\section*{Alternating phase-shift mask: frequency halving and phase-error imbalance}

I want the aerial image of a dense line/space grating on an alternating (Levenson-type) phase-shift mask, first with a perfect $180^\circ$ shifter and then with a small phase error, and I want the sign of the resulting imbalance as well as its size.

\subsection*{Premises and conventions}

\begin{enumerate}
\item Monochromatic scalar field, vacuum wavelength $\lambda$, time factor $e^{-i\omega t}$, so a wave running along $+z$ in index $n$ is $e^{2\pi i n z/\lambda}$.
\item Thin (Kirchhoff) mask: the field behind the mask is the incident field times a transmission $t(x)$. The absorber has $t=0$.
\item Coherent axial illumination, one plane wave of unit amplitude. Intensities are relative to the clear field.
\item Aberration-free dry projection lens that passes a spatial frequency $f$ unchanged if $|f|\le \mathrm{NA}/\lambda$ and blocks it otherwise.
\item Lateral lengths are at wafer scale (mask lengths divided by the reduction $M$). The etch depth $d$ is a true mask length. The image inversion is harmless because $t(x)$ is even.
\item Defocus $z$ is the position of the observation plane in air, counted from best focus and positive away from the lens.
\end{enumerate}

The pitch $p$ is the distance between neighbouring spaces, each of width $s<p$. Unetched spaces are centred at $x=0,\pm2p,\dots$ and etched ones at $x=\pm p,\pm 3p,\dots$

\subsection*{Shifter depth}

Light arrives through the substrate. Over the last distance $d$ before the absorber plane it travels in glass under an unetched space and in air in an etched one. The phases gained are $2\pi n d/\lambda$ and $2\pi d/\lambda$. With the unetched space as reference ($t=1$), the etched space has
\begin{equation}
t_e=\tau\,e^{-i\phi},\qquad \phi=\frac{2\pi(n-1)d}{\lambda}.
\end{equation}
Both paths cross one glass--air interface, so the ray picture gives $\tau=1$. I keep $\tau$ as a real parameter because I need it later. Setting $\phi=\pi$ gives
\begin{equation}
d_\pi=\frac{\lambda}{2(n-1)} .
\end{equation}
For $d=d_\pi+\Delta d$ I write $\phi=\pi+\delta$, so that
\begin{equation}
t_e=-\tau e^{-i\delta},\qquad \delta=\pi\,\frac{\Delta d}{d_\pi},
\end{equation}
and $\delta>0$ means over-etch.

\subsection*{Diffraction orders}

Since neighbouring spaces differ, the period of $t(x)$ is $2p$ and $t(x)=\sum_m c_m e^{i\pi m x/p}$, with order $m$ at frequency $m/(2p)$. One period holds two openings:
\begin{equation}
c_m=\frac{1}{2p}\left[\int_{-s/2}^{s/2}e^{-i\pi m x/p}\,dx+t_e\int_{p-s/2}^{p+s/2}e^{-i\pi m x/p}\,dx\right].
\end{equation}
The first integral is $(2p/\pi m)\sin(\pi m s/2p)$. The substitution $x\to x+p$ turns the second into the first times $e^{-i\pi m}=(-1)^m$. Hence
\begin{equation}
c_m=\frac{\sin(\pi m s/2p)}{\pi m}\left[1+(-1)^m t_e\right],\qquad c_0=\frac{s}{2p}\,(1+t_e),
\label{eq:cm}
\end{equation}
where $c_0$ is the limit $m\to0$, and $c_{-m}=c_m$.

For a binary mask, $t_e=+1$, all odd orders vanish and the lowest modulated frequency is $1/p$. Under axial illumination it passes only if $p\ge\lambda/\mathrm{NA}$. Below that pitch the image is the flat level $c_0^2=(s/p)^2$.

\subsection*{Ideal shifter}

For $t_e=-1$ the bracket in \eqref{eq:cm} is 0 for even $m$, the zero order included, and 2 for odd $m$:
\begin{equation}
c_0=0,\qquad c_{\pm1}=c\equiv\frac{2}{\pi}\sin\frac{\pi s}{2p}.
\end{equation}
The fundamental of the field now lies at $1/(2p)$, half the binary value. The $\pm1$ orders pass if $1/(2p)\le \mathrm{NA}/\lambda$ and the $\pm3$ orders are blocked if $3/(2p)>\mathrm{NA}/\lambda$. For $\lambda/(2\mathrm{NA})\le p<3\lambda/(2\mathrm{NA})$ the image is therefore a two-beam fringe,
\begin{equation}
E=c\,e^{i\pi x/p}+c\,e^{-i\pi x/p}=2c\cos\frac{\pi x}{p},\qquad
I=4c^2\cos^2\frac{\pi x}{p}=2c^2\left(1+\cos\frac{2\pi x}{p}\right).
\end{equation}
Squaring restores the period $p$. The field changes sign between neighbours, so it passes through zero at $x=p/2$ and the contrast is 1. The limit
\begin{equation}
p_{\min}=\frac{\lambda}{2\,\mathrm{NA}}
\end{equation}
corresponds to $k_1=(p/2)\,\mathrm{NA}/\lambda=1/4$.

\subsection*{Defocus}

A plane wave with lateral frequency $f$ satisfies the Helmholtz equation in air if its $z$ dependence is $\exp[2\pi i z\sqrt{\lambda^{-2}-f^2}]$. For $f=\pm1/(2p)$ I define $\sin\theta=\lambda/(2p)$. After removal of the factor $e^{2\pi i z/\lambda}$ that belongs to the zero order, both first orders carry $e^{-i\chi}$ with
\begin{equation}
\chi=\frac{2\pi z}{\lambda}(1-\cos\theta)=\frac{2}{1+\cos\theta}\,\chi_{\rm par},\qquad
\chi_{\rm par}=\frac{\pi\lambda z}{4p^2}.
\label{eq:chi}
\end{equation}
The second form follows from $1-\cos\theta=\sin^2\theta/(1+\cos\theta)$, and $\chi_{\rm par}$ is the paraxial limit $\cos\theta\to1$. For the ideal shifter $e^{-i\chi}$ multiplies the whole field and drops out of $I$: under my premises the two-beam image does not depend on focus. Focus dependence needs a third beam at a different angle.

\subsection*{Imperfect shifter: three beams}

With $t_e=-\tau e^{-i\delta}$, equation \eqref{eq:cm} gives
\begin{equation}
c_0=\frac{s}{2p}\left(1-\tau e^{-i\delta}\right),\qquad c_{\pm1}=\frac{c}{2}\left(1+\tau e^{-i\delta}\right).
\end{equation}
The $\pm2$ orders revive as well, but they sit at $1/p$ and are blocked if $p<\lambda/\mathrm{NA}$, which I now require. With $u=\cos(\pi x/p)$ the field is
\begin{equation}
E=c_0+2c_1u\,e^{-i\chi}=2c_1\left(q+u\,e^{-i\chi}\right),\qquad q=\frac{c_0}{2c_1}.
\end{equation}
Multiplying numerator and denominator of $q$ by $1+\tau e^{i\delta}$ and using $(1-\tau e^{-i\delta})(1+\tau e^{i\delta})=1-\tau^2+2i\tau\sin\delta$,
\begin{equation}
q=q'+iq''=\frac{s}{2pc}\;\frac{1-\tau^2+2i\tau\sin\delta}{1+\tau^2+2\tau\cos\delta}.
\label{eq:q}
\end{equation}
The cross term of $|q+ue^{-i\chi}|^2$ is $2u\,\mathrm{Re}[(q'-iq'')(\cos\chi-i\sin\chi)]=2u(q'\cos\chi-q''\sin\chi)$. I define
\begin{equation}
\rho=q''\sin\chi-q'\cos\chi
\label{eq:rho}
\end{equation}
and complete the square:
\begin{equation}
\frac{I}{4|c_1|^2}=u^2-2\rho u+|q|^2=(u-\rho)^2+|q|^2-\rho^2 .
\label{eq:I}
\end{equation}

\paragraph{Pure phase error.} For $\tau=1$, $1-e^{-i\delta}=2i\sin(\delta/2)e^{-i\delta/2}$ and $1+e^{-i\delta}=2\cos(\delta/2)e^{-i\delta/2}$, so
\begin{equation}
c_0=i\,\frac{s}{p}\sin\frac{\delta}{2}\,e^{-i\delta/2}\approx i\,\frac{\delta s}{2p},\qquad
c_1=c\cos\frac{\delta}{2}\,e^{-i\delta/2},\qquad
q=ir,\quad r=\frac{s}{2pc}\tan\frac{\delta}{2}.
\end{equation}
The leaked zero order has magnitude $\delta s/(2p)$ to first order and is in quadrature with the first orders. At best focus it cannot interfere with them and only adds the background $r^2$, of second order in $\delta$. Defocus rotates the first orders by $\chi$ and produces the first-order term $\rho=r\sin\chi$. Multiplying \eqref{eq:I} by $4c^2\cos^2(\delta/2)$ and using $2\sin(\delta/2)\cos(\delta/2)=\sin\delta$,
\begin{equation}
I=4c^2\cos^2\frac{\delta}{2}\cos^2\frac{\pi x}{p}
-\frac{2sc}{p}\sin\delta\,\sin\chi\,\cos\frac{\pi x}{p}
+\frac{s^2}{p^2}\sin^2\frac{\delta}{2}.
\end{equation}
The middle term has period $2p$ and tells the two kinds of space apart. At the centres, $u=+1$ (unetched) and $u=-1$ (etched),
\begin{equation}
\Delta I=I(p)-I(0)=\frac{4sc}{p}\sin\delta\,\sin\chi\;\approx\;\frac{4sc}{p}\,\delta\,\sin\frac{\pi\lambda z}{4p^2},
\end{equation}
where the last form takes small $\delta$ and paraxial defocus. Relative to the mean of the two peaks, $4|c_1|^2(1+r^2)$,
\begin{equation}
\mathcal R=\frac{4r\sin\chi}{1+r^2}\approx\frac{s}{pc}\,\delta\sin\chi .
\label{eq:R}
\end{equation}
An over-etched space is the brighter one beyond focus and the dimmer one on the lens side, for $|\chi|<\pi$. The imbalance is odd in $z$ and odd in $\delta$, and it is largest at $\chi=\pi/2$, that is at $z=\lambda/[4(1-\cos\theta)]$, or $2p^2/\lambda$ in the paraxial form.

\subsection*{Printed widths in a threshold model}

By \eqref{eq:I} the minimum of $I$ lies at $u=\rho$, and $\arccos\rho=\pi/2-\arcsin\rho$ puts it at
\begin{equation}
x_{\min}=\frac p2-\frac{p}{\pi}\arcsin\rho .
\end{equation}
For $\rho>0$ the dark fringe moves toward the unetched space, and by symmetry so does the one at $-p/2$: the lines pair up. Let the resist clear where $I>4|c_1|^2T$. Edges lie at $u=\rho\pm w$ with $w^2=T-|q|^2+\rho^2$. The unetched space is the region $u>w+\rho$ and the etched space the region $-u>w-\rho$, so
\begin{equation}
W_u=\frac{2p}{\pi}\arccos(w+\rho),\qquad W_e=\frac{2p}{\pi}\arccos(w-\rho).
\label{eq:W}
\end{equation}
With $d(\arccos y)/dy=-1/\sqrt{1-y^2}$,
\begin{equation}
\Delta W=W_e-W_u\approx\frac{4p}{\pi}\frac{\rho}{\sqrt{1-w^2}}
\;\longrightarrow\;\frac{4\sqrt2\,p}{\pi}\,\rho\quad\text{for } w^2=\tfrac12 .
\label{eq:dW}
\end{equation}
The value $w^2=1/2$ is the dose that prints spaces of width $p/2$. The sum $W_u+W_e$ has no term linear in $\rho$, so the line width $p-(W_u+W_e)/2$ changes only in second order. The phase error shows up as line placement and space width.

\subsection*{Amplitude mismatch}

For $\delta=0$ and $\tau<1$, \eqref{eq:q} gives a real $q'=(s/2pc)(1-\tau)/(1+\tau)$ and $\rho=-q'\cos\chi$. This imbalance is even in $z$, largest at best focus, and makes the etched space dimmer. It has the amplitude of a phase error with $\tan(\delta/2)=(1-\tau)/(1+\tau)$. With both defects present, \eqref{eq:rho} vanishes at
\begin{equation}
\tan\chi_0=\frac{q'}{q''}=\frac{1-\tau^2}{2\tau\sin\delta},
\label{eq:chi0}
\end{equation}
so the even and odd parts of $\Delta W(z)$ separate the two defects.

\subsection*{Range of validity}

I size the neglected terms for $\lambda=248$ nm, $p=240$ nm, $\mathrm{NA}=0.6$ and $M=4$, where $\sin\theta=0.517$ and $\theta=31.1^\circ$.

\paragraph{Pitch.} The ideal image holds for $\lambda/(2\mathrm{NA})\le p<3\lambda/(2\mathrm{NA})$, here 207 to 620 nm. The three-beam results need $p<\lambda/\mathrm{NA}=413$ nm.

\paragraph{Paraxial phase.} The factor in \eqref{eq:chi} is $2/(1+\cos\theta)=1.077$. The paraxial argument is low by this factor, so I use the full $\chi$.

\paragraph{Obliquity.} The power that a plane wave carries through a plane $z=$ const is proportional to $|E|^2\cos\theta$. Conserving it between mask side ($\sin\theta_m=\sin\theta/M$) and wafer side raises the first orders against the zero order by $(\cos\theta_m/\cos\theta)^{1/2}=1.08$ and lowers $\rho$ by that factor.

\paragraph{Polarisation.} With $E$ along the lines (TE) the scalar result stands. For TM the first orders have components $(E_x,E_z)\propto(\cos\vartheta,\mp\sin\vartheta)$, with $\vartheta$ the angle in the medium where the image is recorded, and the zero order is along $x$. Dropping $|q|^2$, the TM image is $\cos^2\vartheta\,u^2-2\rho\cos\vartheta\,u+\sin^2\vartheta(1-u^2)$. The average with TE is
\begin{equation}
\frac{I}{4|c_1|^2}=\cos^2\vartheta\,u^2-\rho(1+\cos\vartheta)\,u+\tfrac12\sin^2\vartheta .
\end{equation}
The contrast at $\rho=0$ is $\cos^2\vartheta$, and completing the square gives $\rho_{\rm eff}/\rho=(1+\cos\vartheta)/(2\cos^2\vartheta)$. In air these are 0.73 and 1.27. In a resist of typical index about 1.75, with $\sin\vartheta=\sin\theta/1.75$ and Fresnel differences ignored, they are 0.91 and 1.07.

\paragraph{Partial coherence.} Take a disc source of radius $\sigma$ in pupil units, with source point $(\xi,\eta)$, and add intensities (Abbe). The first orders sit at $(\xi\pm b,\eta)$ with $b=\lambda/(2p\,\mathrm{NA})=0.861$. Both pass for every source point if $\sigma\le1-b=0.139$. The paraxial phases go as $(\xi\pm b)^2+\eta^2$, and the term $\pm2b\xi$ shifts the fringe sideways by $z\,\mathrm{NA}\,\xi$. The disc average of $\cos(\beta\xi/\sigma)$ is $2J_1(\beta)/\beta$, so the cross term is damped by this factor with $\beta=\pi z\sigma\mathrm{NA}/p$, and the modulation $\cos(2\pi x/p)$ by the same function at $2\beta$. At $\sigma=1-b$ and $z=300$ nm the factors are 0.99 and 0.95. For $\sigma=0.3$, a typical setting for these masks, both orders pass only where $|\xi|\le\sqrt{1-\eta^2}-b$, a fraction $F=0.518$ of the disc. The other points pass the zero order and the first order nearer the axis, whose relative phase is $\chi'=\chi[(b-|\xi|)^2-\xi^2]/b^2=\chi(1-2|\xi|/b)$. A pair $\pm\xi$ of such points averages to $|c_1|^2(1+4r^2-4ru\sin\chi')$. To first order in $r$ and $\chi$ the sum is
\begin{equation}
\frac{I}{|c_1|^2}=4Fu^2+(1-F)-4Kr\chi u,\qquad K=1+F-\frac{2\mu}{b},
\end{equation}
where $\mu=0.0950$ is the integral of $|\xi|$ over the one-order region divided by the disc area, so $K=1.30$. The contrast falls to $2F/(1+F)=0.68$. Near focus $\mathcal R$ changes by the factor $2K/(1+3F)=1.02$ only, but $\rho$ and $\Delta W$ grow by $K/(2F)=1.25$.

\paragraph{Shifter phase.} At incidence sine $a$ (in air) the phase is proportional to $\sqrt{n^2-a^2}-\sqrt{1-a^2}\approx(n-1)(1+a^2/2n)$. For $a=\sigma\mathrm{NA}/M=0.045$ this adds $0.12^\circ$, which is negligible. The index matters more: 0.005 in $n$, the rounding width of 1.51, is $180^\circ\times0.005/0.51=1.8^\circ$.

\paragraph{Mask topography.} For $s=120$ nm the opening on the mask is 480 nm, or $1.9\lambda$, and the trench is about half as deep as it is wide. The thin-mask premise is weakest here. The sidewalls scatter light, so $\tau$ and $\delta$ must be read as effective values defined by the ratio $c_0/c_1$ of the real orders. Equations \eqref{eq:rho}, \eqref{eq:I} and \eqref{eq:W} use only that ratio and $c_{-1}=c_1$, and they survive for a symmetric trench. The values of $\tau$ and $\delta$ then need an electromagnetic calculation.

\subsection*{Numerical illustration}

Inputs: fused silica with $n=1.51$ (approximate) at 248 nm, $p=240$ nm, $\mathrm{NA}=0.6$, and, as my assumptions, $s=120$ nm, $\tau=1$ and $\delta=5^\circ$. Then $d_\pi=243$ nm, one degree is 1.35 nm of etch, and $5^\circ$ is an over-etch of 6.8 nm. The grating has $k_1=0.290$. A binary mask under the same illumination gives a flat 0.25, whereas the ideal shifter gives $c=0.450$ and peaks of $4c^2=0.811$. With the phase error, $|c_0|=0.0218$, $r=0.0242$, and the in-focus background is $r^2=5.9\times10^{-4}$ of $4|c_1|^2$. The defocus phase grows by $3.64\times10^{-3}$ rad/nm, against $3.38\times10^{-3}$ rad/nm in the paraxial form. From \eqref{eq:R}, \eqref{eq:dW} and the expression for $x_{\min}$:

\begin{center}
\begin{tabular}{cccccc}
$z$ (nm) & $\chi$ (rad) & $\mathcal R$ (\%) & $\mathcal R$ paraxial (\%) & fringe shift (nm) & $\Delta W$ (nm)\\ \hline
100 & 0.36 & 3.5 & 3.2 & 0.7 & 3.7\\
200 & 0.73 & 6.5 & 6.1 & 1.2 & 7.0\\
300 & 1.09 & 8.6 & 8.2 & 1.6 & 9.3\\
400 & 1.46 & 9.6 & 9.5 & 1.8 & 10.4
\end{tabular}
\end{center}

All signs reverse for $z<0$. The maximum, $\mathcal R=9.7\,\%$, comes at $z=431$ nm (465 nm paraxial). As a test of the linearisation I fix the dose by $T=1/2+r^2$, which prints 120 nm spaces in focus. At $z=300$ nm equation \eqref{eq:W} then gives $W_u=115.2$ nm and $W_e=124.5$ nm, a difference of 9.3 nm as in the table, or 1.9 nm per degree, while the line is 120.1 nm wide.

These are the model's numbers. The obliquity, polarisation and coherence factors above move $\Delta W$ by amounts between several per cent and about a quarter each. Near focus the model misses more: it gives no imbalance at $z=0$, whereas an uncorrected trench of this size typically leaves the etched space dimmer by the order of ten per cent in peak intensity, as much as the whole phase effect tabulated here. The table therefore describes a mask whose amplitude mismatch has been removed by undercut or bias. To see the scale within the model, an assumed $\tau^2=0.9$ at $\delta=0$ gives $q'=0.0146$ and an in-focus imbalance $-4q'/(1+q'^2)=-5.8\,\%$, the amplitude of a $3.0^\circ$ phase error. Combined with $\delta=5^\circ$, \eqref{eq:chi0} gives $\chi_0=0.54$ rad, and the model's two spaces print equal at $z=149$ nm instead of at best focus.